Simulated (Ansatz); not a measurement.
## Ligand exchange: Si(CH3)(SiH3)F2 + C2H4Si → Si(CH3)(SiH3)2F + C2HF

Gas-phase species: Si(CH3)(SiH3)F2, singlet; C2H4Si (ethynylsilane) `C#C[SiH3]`, singlet; Si(CH3)(SiH3)2F, singlet; C2HF (fluoroacetylene) `C#CF`, singlet. The partners trade F for SiH3: Si–F and C–SiH3 bonds give way to Si–SiH3 and C–F.

Shapes, held fixed at every level: PBE0-D4/def2-TZVP. Programs: Ansatz 0.2.0. Electronic energies: no zero-point or thermal term.

```tsv
level	kind	ΔE (kJ/mol)	less CCSD(T)/CBS estimate
HF/def2-TZVPP	Hartree–Fock	+356.0	+16.5
PBE-D4/def2-TZVPP	GGA	+290.2	-49.3
r2SCAN-D4/def2-TZVPP	meta-GGA	+322.0	-17.5
B3LYP-D4/def2-TZVPP	global hybrid	+320.9	-18.6
wB97M-V/def2-TZVPP	range-separated hybrid	+329.4	-10.1
wB97X-V/def2-TZVPP	range-separated hybrid	+319.5	-20.0
CCSD/def2-TZVPP	coupled cluster or CI	+337.9	-1.6
CCSD(T)/CBS estimate	coupled cluster or CI	+339.5	0.0
```

The highest level, CCSD(T)/CBS estimate, gives ΔE = +339.5 kJ/mol; the levels span +290.2 to +356.0. The column of differences is taken from that level and isn't an error. No measured value is set beside it here. The CBS estimate extrapolates MP2 from def2-TZVPP and def2-QZVPP and adds CCSD(T) − MP2 in the triple-zeta set, cores frozen.

Every level makes the exchange strongly endothermic, +339.5 kJ/mol at the highest, so fluorine belongs on silicon and the silyl group on the alkynyl carbon. The Si–F bond owes its strength to the large electronegativity difference and to donation from fluorine lone pairs into σ* orbitals on silicon. Giving it up for a nearly nonpolar Si–Si bond is costly, and the new C–F bond doesn't make up the loss. Repulsion between the fluorine lone pairs and the filled π orbitals of the alkyne probably adds to the cost, as does losing the mutual stabilisation of two fluorines on one silicon.

The preference is far larger than the spread between methods. Hartree–Fock overshoots the reference while every density functional falls below it, PBE-D4 the furthest, perhaps because it balances polar and nonpolar bonds less well. The order doesn't simply follow functional class: r2SCAN-D4 lies slightly closer to the reference than B3LYP-D4 and wB97X-V. The closeness of CCSD doesn't show that triples are unimportant, since basis-set effects could offset them.
